# Second-order band-structure energy, and the stacking of magnesium

Today I derive the part of the energy of a simple metal that depends on where the ions sit, and then ask it whether magnesium prefers hcp or fcc. Please interrupt.

## Premises and conventions

1. $N$ identical static ions of valence $Z$ occupy a volume $\Omega=N\Omega_0$ at zero temperature. All comparisons are made at fixed $\Omega_0$.
2. Each ion acts on a valence electron through a local, energy-independent pseudopotential $u(r)$, weak enough for perturbation theory.
3. The electrons interact in the self-consistent Hartree approximation. Exchange and correlation come in later.
4. The unperturbed system is the free gas, $\varepsilon_{\mathbf k}=\hbar^2k^2/2m$, $k_F^3=3\pi^2Z/\Omega_0$, $E_F=\hbar^2k_F^2/2m$.

Fourier series are $V(\mathbf r)=\sum_{\mathbf q}V(\mathbf q)e^{i\mathbf q\cdot\mathbf r}$, and likewise for the number density $n$. The Coulomb kernel is $v(q)=e^2/\epsilon_0q^2$.

## Step 1: structure factor and form factor

The bare potential is $V_b(\mathbf r)=\sum_ju(|\mathbf r-\mathbf R_j|)$. Shifting the origin in each term of the Fourier integral gives

$$V_b(\mathbf q)=S(\mathbf q)w_b(q),\qquad S=\frac1N\sum_je^{-i\mathbf q\cdot\mathbf R_j},\qquad w_b=\frac1{\Omega_0}\int u(r)e^{-i\mathbf q\cdot\mathbf r}d^3r .$$

In a crystal $S$ vanishes except at reciprocal-lattice vectors $\mathbf G$, and $|S|=1$ for one atom per cell. Linear screening does not mix wave vectors, so the self-consistent potential has the same form, $V(\mathbf G)=S(\mathbf G)w(G)$, with $w$ the screened form factor.

## Step 2: the sum of one-electron energies

Second-order perturbation theory for a plane wave gives

$$E_{\mathbf k}=\varepsilon_{\mathbf k}+V(0)+\sum_{\mathbf G\ne0}\frac{|V(\mathbf G)|^2}{\varepsilon_{\mathbf k}-\varepsilon_{\mathbf k+\mathbf G}} .$$

Summed over occupied states, the first two terms depend on $\Omega_0$ only. The third gives, per atom,

$$U_1=\sum_{\mathbf G\neq0}|S|^2|w|^2\chi(G),\qquad \chi(q)=\frac2N\sum_{k<k_F}\frac1{\varepsilon_{\mathbf k}-\varepsilon_{\mathbf k+\mathbf q}},\tag{1}$$

where the 2 counts spin.

**Question.** *The Fermi surface is distorted. Why sum over the sphere?*

Away from zone planes the surface moves by an amount of order $w^2$. The electrons so transferred number $O(w^2)$ and each gains $O(w^2)$, so the correction is of fourth order.

**Question.** *And on a zone plane, where the denominator vanishes?*

If $\mathbf k$ and $\mathbf k+\mathbf G$ are both occupied, their terms in (1) are equal and opposite. The exact two-level problem agrees, since the sum of its eigenvalues is the trace, which the coupling does not change. This cancellation is the principal-value prescription. It fails only near the ring where the plane cuts the sphere. A fraction of order $(w/E_F)^2$ of the states lies there, each wrong by at most $|w|$, so the neglected energy is at most of order $|w|^3/E_F^2$ per electron.

## Step 3: the function $\chi$

Use $\varepsilon_{\mathbf k}-\varepsilon_{\mathbf k+\mathbf q}=-(\hbar^2/2m)(q^2+2kq\mu)$, with $\mu$ the cosine of the angle between $\mathbf k$ and $\mathbf q$, and $\sum_{\mathbf k}\to\Omega\int d^3k/(2\pi)^3$. The angular integral is

$$P\!\int_{-1}^1\frac{d\mu}{q^2+2kq\mu}=\frac1{2kq}\ln\left|\frac{q+2k}{q-2k}\right| ,$$

so that, with $k=k_Fs$ and $x=q/2k_F$,

$$\chi=-\frac{\Omega_0m}{2\pi^2\hbar^2q}\,k_F^2\int_0^1s\ln\left|\frac{x+s}{x-s}\right|ds .$$

An antiderivative of the integrand is $\tfrac12(s^2-x^2)\ln|(x+s)/(x-s)|+xs$. It is continuous at $s=x$ and zero at $s=0$, so the integral equals $2xF(x)$, where $F$ is the Lindhard function. Inserting $q=2k_Fx$ and $\Omega_0=3\pi^2Z/k_F^3$,

$$\chi=-\frac{3Z}{4E_F}F(x),\qquad F(x)=\frac12+\frac{1-x^2}{4x}\ln\left|\frac{1+x}{1-x}\right| .\tag{2}$$

$F$ falls from 1 at $x=0$ through $1/2$, with infinite slope, at $x=1$, and tends to $1/3x^2$.

## Step 4: screening

The first-order orbital is

$$\psi_{\mathbf k}=\Omega^{-1/2}\Big[e^{i\mathbf k\cdot\mathbf r}+\sum_{\mathbf G\ne0}\frac{V(\mathbf G)}{\varepsilon_{\mathbf k}-\varepsilon_{\mathbf k+\mathbf G}}e^{i(\mathbf k+\mathbf G)\cdot\mathbf r}\Big].$$

The $\mathbf G$ component of $|\psi_{\mathbf k}|^2$ has two cross terms, one from $\mathbf G$ and one from the conjugate of $-\mathbf G$. Because $V(-\mathbf G)^*=V(\mathbf G)$ and the sphere is symmetric under $\mathbf k\to-\mathbf k$, their sums are equal, and

$$n(\mathbf G)=\frac{2\chi}{\Omega_0}V(\mathbf G).$$

Poisson's equation gives the Hartree potential $vn$, so $V=V_b+vn$. Solving,

$$w=\frac{w_b}{\epsilon},\qquad \epsilon=1-\frac{2v\chi}{\Omega_0}=1+\frac{\lambda F}{x^2},\qquad\lambda=\frac1{\pi k_Fa_0},\tag{3}$$

where the last form follows from (2) and $a_0=4\pi\epsilon_0\hbar^2/me^2$.

## Step 5: double counting

Each eigenvalue contains the repulsion from the whole density, so the eigenvalue sum is $T+\int V_bn+2E_H$, whereas the electronic energy is $T+\int V_bn+E_H$. We subtract $E_H$ once. Per atom,

$$\frac{E_H}{N}=\frac{\Omega_0}2\sum_{\mathbf G\ne0}v|n|^2=\sum_{\mathbf G\ne0}\frac{2v\chi}{\Omega_0}\chi|V|^2=\sum_{\mathbf G\ne0}(1-\epsilon)\chi|V|^2 .$$

The divergent $\mathbf G=0$ Coulomb terms of electrons and ions cancel by neutrality and leave a function of $\Omega_0$. Second-order corrections to $V(\mathbf G)$ have no diagonal element between plane waves and enter at third order. Then $U_{bs}=U_1-E_H/N$, and $1-(1-\epsilon)=\epsilon$:

$$\boxed{U_{bs}=\sum_{\mathbf G\ne0}|S(\mathbf G)|^2\,\Phi(G),\qquad\Phi=|w|^2\chi\,\epsilon=\frac{|w_b|^2\chi}{\epsilon}}\tag{4}$$

The factor $\epsilon$ is the double-counting correction, and $U_{bs}<0$ because $\chi<0<\epsilon$.

**Question.** *Can one see this without eigenvalues?*

Yes. The kinetic energy is the eigenvalue sum minus $\int Vn$, which per atom and per $\mathbf G$ is $\chi|V|^2-2\chi|V|^2=-\Omega_0^2|n|^2/4\chi$. Taking $V_b$ real for brevity, minimise $-\Omega_0^2n^2/4\chi+\Omega_0V_bn+\Omega_0vn^2/2$ over $n$. The minimum is $\chi V_b^2/\epsilon$, as in (4).

**Question.** *What do exchange and correlation change?*

To this order they add a term quadratic in $n$, written as $v\to v(1-L)$ with a local-field factor $L(q)$. Steps 4 and 5 repeat unchanged, so (4) holds with $\epsilon=1+(1-L)\lambda F/x^2$, provided $w$ is screened by that same $\epsilon$.

## Step 6: model potential and the ion-ion term

Take Ashcroft's empty core, $u=0$ for $r<r_c$ and $-Ze^2/4\pi\epsilon_0r$ outside. With a convergence factor, $\int_{r_c}^\infty\sin qr\,dr=\cos(qr_c)/q$, so $w_b=-Zv\cos(qr_c)/\Omega_0$. Using $\chi=\Omega_0(1-\epsilon)/2v$ from (3),

$$\Phi=-\frac{E_0}{x^2}\cos^2(2k_Fr_cx)\Big(1-\frac1\epsilon\Big),\qquad E_0=\frac{Z^2e^2}{2\epsilon_0\Omega_0(2k_F)^2}.\tag{5}$$

$U_{bs}$ is not the whole structural energy. The repulsion of point ions in a neutralising background, the Ewald energy, is $\sum_{\mathbf G\ne0}|S|^2Z^2v/2\Omega_0=\sum|S|^2E_0/x^2$ minus a self-energy independent of structure. The sum diverges, but the self-energy drops out of a difference, which converges when arranged as below.

## Step 7: hcp and fcc as stackings

Both structures, hcp at the ideal $c/a=\sqrt{8/3}$, stack triangular layers of bond length $a$ at spacing $d=a\sqrt{2/3}$, with $\Omega_0=a^3/\sqrt2$. Let $\mathbf a_1,\mathbf a_2$ enclose $120^\circ$. Layer $j$ is shifted by $p_j(\mathbf a_1+2\mathbf a_2)/3$, with $p_j=0,1,0,1,\dots$ for hcp and $p_j=j$ for fcc. Every $\mathbf G$ lies on a rod $(h,k)$ of the layer's reciprocal lattice, and with $G_z=2\pi t/d$ and $M=h^2+hk+k^2$,

$$G^2a^2=\tfrac{16\pi^2}{3}M+6\pi^2t^2,\qquad x^2=AM+Bt^2,\qquad B=\tfrac98A .$$

Layer $j$ carries the phase $e^{-2\pi i[jt+p_j(h-k)/3]}$, since $h+2k\equiv h-k$ modulo 3.

- If 3 divides $h-k$, both structures have $|S|=1$ at integer $t$ and nothing else. These rods cancel.
- Otherwise hcp has $|S|^2=\tfrac12[1+(-1)^{2t}\cos(2\pi/3)]$, which is $1/4$ at integer and $3/4$ at half-integer $t$. In fcc $|S|=1$ at $t=l\pm1/3$, $l$ integer, with one sign per rod.

The first such rods are six with $M=1$ and six with $M=4$. For $f(t)=\Phi$ on a rod, even in $t$, we fold negative $t$ onto positive $t$ and share each integer point between neighbouring cells. For six rods,

$$\Delta U=U^{hcp}-U^{fcc}=\sum_{l\ge0}C_l,\quad C_l=6\Big[\tfrac14f(l)-f(l+\tfrac13)+\tfrac32f(l+\tfrac12)-f(l+\tfrac23)+\tfrac14f(l+1)\Big].\tag{6}$$

The weights in each cell add to zero, which makes the sum converge fast.

For the Ewald term $f=E_0/[B(t^2+b^2)]$ with $b^2=8M/9$. Poisson summation gives

$$\sum_l\frac1{(l+\theta)^2+b^2}=\frac\pi b\Big[1+2\sum_{n\ge1}y^n\cos2\pi n\theta\Big],\qquad y=e^{-2\pi b}.$$

Combine $\theta=0,\tfrac12,\tfrac13$ with weights $\tfrac14,\tfrac34,-1$. The coefficient of $y^n$ in the inner sum is $0,\tfrac32,-\tfrac32$ for $n=1,2,3$. The index $n$ is the layer separation, and adjacent layers look alike in both stackings. Hence

$$\Delta U_E=\frac{18\pi E_0}{Bb}\,(y^2-y^3+\dots).$$

## Numbers for magnesium

The inputs are $Z=2$, an approximate bond length $a=0.320$ nm and a typical core radius $r_c=0.074$ nm, with $L=0$. They give $\Omega_0=0.02317$ nm$^3$, $k_F=13.67$ nm$^{-1}$, $E_F=7.12$ eV, $\lambda=0.440$, $E_0=2.089$ eV, $2k_Fr_c=2.023$, $A=0.6875$ and $B=0.7734$. The first points on the $M=1$ rods follow. The weight is the number of vectors times $|S|^2$.

| $\lvert t\rvert$ | structure | weight | $x$ | $F$ | $\epsilon$ | $w$ (eV) | $\Phi$ (meV) |
|---|---|---|---|---|---|---|---|
| 0 | hcp | 3/2 | 0.829 | 0.723 | 1.463 | 0.22 | −11.0 |
| 1/3 | fcc | 6 | 0.879 | 0.677 | 1.385 | 0.40 | −32.2 |
| 1/2 | hcp | 9 | 0.939 | 0.610 | 1.304 | 0.59 | −57.5 |
| 2/3 | fcc | 6 | 1.015 | 0.463 | 1.197 | 0.79 | −72.3 |
| 1 | hcp | 3 | 1.209 | 0.275 | 1.083 | 1.01 | −64.4 |

The $\epsilon$ column is the factor by which $U_1$ alone would underestimate each term. From unrounded values, (6) gives $C_0=-3.7$, $C_1=-13.3$ and $C_2=-3.4$ meV, and all further cells add $+0.1$ meV, so $\Delta U_{bs}=-20.3$ meV. The $M=4$ rods lie wholly at $x>1$, where $f$ is smooth, and contribute less than $0.01$ meV. For the Ewald term $b=0.943$ and $y=2.7\times10^{-3}$, so $\Delta U_E=+1.16$ meV. The model's total is $-19$ meV per atom, favouring hcp.

**Question.** *Is that because hcp puts weight 9 just below $2k_F$, while the fcc $\{200\}$ vectors fall just beyond the steep drop of $F$?*

That geometry is real, and the values of $x$ depend on $Z$ alone. But single cells have no separate meaning, because the smooth curvature of $f$ contributes to each cell and cancels only in the total. The shell at $t=1/2$ alone is worth $-0.52$ eV, so the answer is a small residue, and the shape of $w$ matters as much as that of $F$.

**Question.** *Does the same model simply always give hcp?*

No. Take aluminium, a wiring metal, with $Z=3$, an approximate $a=0.286$ nm and a typical $r_c=0.059$ nm. The points $t=1/2$ and $2/3$ move to $x=0.820$ and $0.887$, both inside $2k_F$. Equation (6) gives $\Delta U_{bs}=+22$ meV and $\Delta U_E=+2.9$ meV, so the model's total is $+25$ meV, favouring fcc.

## Range of validity

Equation (4) needs $|w(G)|\ll E_F$ at every $\mathbf G$ with weight, a local pseudopotential, rigid non-overlapping cores and no $d$ band near $E_F$. It suits sp-bonded metals. It does not suit transition or noble metals, nor covalent crystals such as silicon, where a gap removes the whole Fermi surface. It compares structures at one volume and says nothing about the volume itself. It is equivalent to a sum of pair potentials, since $|S|^2$ is a double sum over ions, so angular forces are absent.

For the Mg difference the omitted effects have these sizes.

- *Exchange and correlation.* Hubbard's form $L=q^2/[2(q^2+k_F^2)]$ moves $\Delta U_{bs}$ from $-20.3$ to $-25.5$ meV.
- *Core radius.* With $r_c=0.070$ nm and $L=0$, $\Delta U_{bs}$ is about $-10$ meV.
- *Third order.* At $t=1/2$, $w/E_F=0.08$. A rough scale for third-order terms is this ratio times the shell energy, $0.04$ eV in magnitude. They occur in both structures and can cancel in part, but second-order theory cannot say how far. This term rivals the effect.
- *Axial ratio.* For a typical $c/a\approx1.624$ and a typical elastic modulus $C\approx50$ GPa, the relaxation energy $\tfrac12C\Omega_0\eta^2$, with $\eta$ the relative departure from the ideal ratio, is about $0.1$ meV.

The sign survives the two variations that were computed, while the magnitude is uncertain by about a factor of two. As typical knowledge and not as a measurement, density-functional calculations put hcp Mg some 10 to 15 meV per atom below fcc and thermodynamic assessments some 25 to 30 meV, so the model's 19 meV overshoots the first by roughly half and falls short of the second by roughly a third.